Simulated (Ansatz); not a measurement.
## Mg₅Pd: the change of energy above lowest point with volume scale

Free energy against uniform scaling of the volume at fixed shape and fractions; periodic cell, basis, potentials, k mesh and filling as listed. The results are calculated, by Ansatz 0.2.0.

The cell before it is scaled or strained (space group P-62m, No. 189):
```
Mg5Pd
1.0
      5.2589     0.0000     0.0000
     -2.6295     4.5544     0.0000
      0.0000     0.0000     4.8219
Mg Pd
5 1
Direct
  0.31304 0.00000 0.50000
  0.68696 0.68696 0.50000
  0.00000 0.31304 0.50000
  0.33333 0.66667 0.00000
  0.66667 0.33333 0.00000
  0.00000 0.00000 0.00000
```

Settings of every row: functional r2SCAN; dispersion none; potentials PAW; wave cutoff 600 eV; density cutoff 2400 eV; k mesh 5x5x5; k shift 0x0x0; occupations methfessel paxton; smearing width 0.15 eV; spin none; SCF threshold exponent -9.

Limits: coarse k mesh, up to 40 meV an atom off; the cell comes from a prototype or a list of computed structures and needn't be the stable phase.

```csv
row,volume scale,V (Å³/atom),energy above lowest point (meV/atom)
1,0.92,17.708,31.5
2,0.9467,18.222,14.7
3,0.9733,18.734,?
4,1,19.248,0
5,1.0267,19.762,0.5
6,1.0533,20.274,5.4
7,1.08,20.788,14.1
```

Question: what energy above lowest point should row 3 give?

Worked fit of energy above lowest point. Take u = (V_r/V)^(2/3) − 1 with V_r = 19.505 Å³ an atom, which is twice the finite (Eulerian) strain; such expansions in the strain, on which the Birch-Murnaghan equation of state is built, carry the rest volume and the bulk modulus. The shown rows have u = 0.06656, 0.04641, 0.00888, -0.00869, -0.02545, -0.04158. Least squares give energy above lowest point = −0.33 − 30.1 × u + 7635 × u² meV/atom; a straight line predicts inner rows, each left out in turn, worse (root mean square 8.6 against 0.021 meV/atom). All shown rows lie on it to the printed digit. Its lowest point lies at u = 0.0020, or V = 19.45 Å³ an atom, and the curvature there gives the bulk modulus at fixed shape and fractions, B = (4/9)(1 + u)² E″(u)/V = 56.1 GPa. Letting shape and atoms relax would as a rule lower it, by much in layered, chain or molecular crystals. The withheld row has u = 0.02725, so the fit gives −0.33 − 30.1 × (0.02725) + 7635 × (0.02725)² = 4.5 meV/atom.

The calculation gave 4.5 meV/atom. The fit meets it to the printed digit.
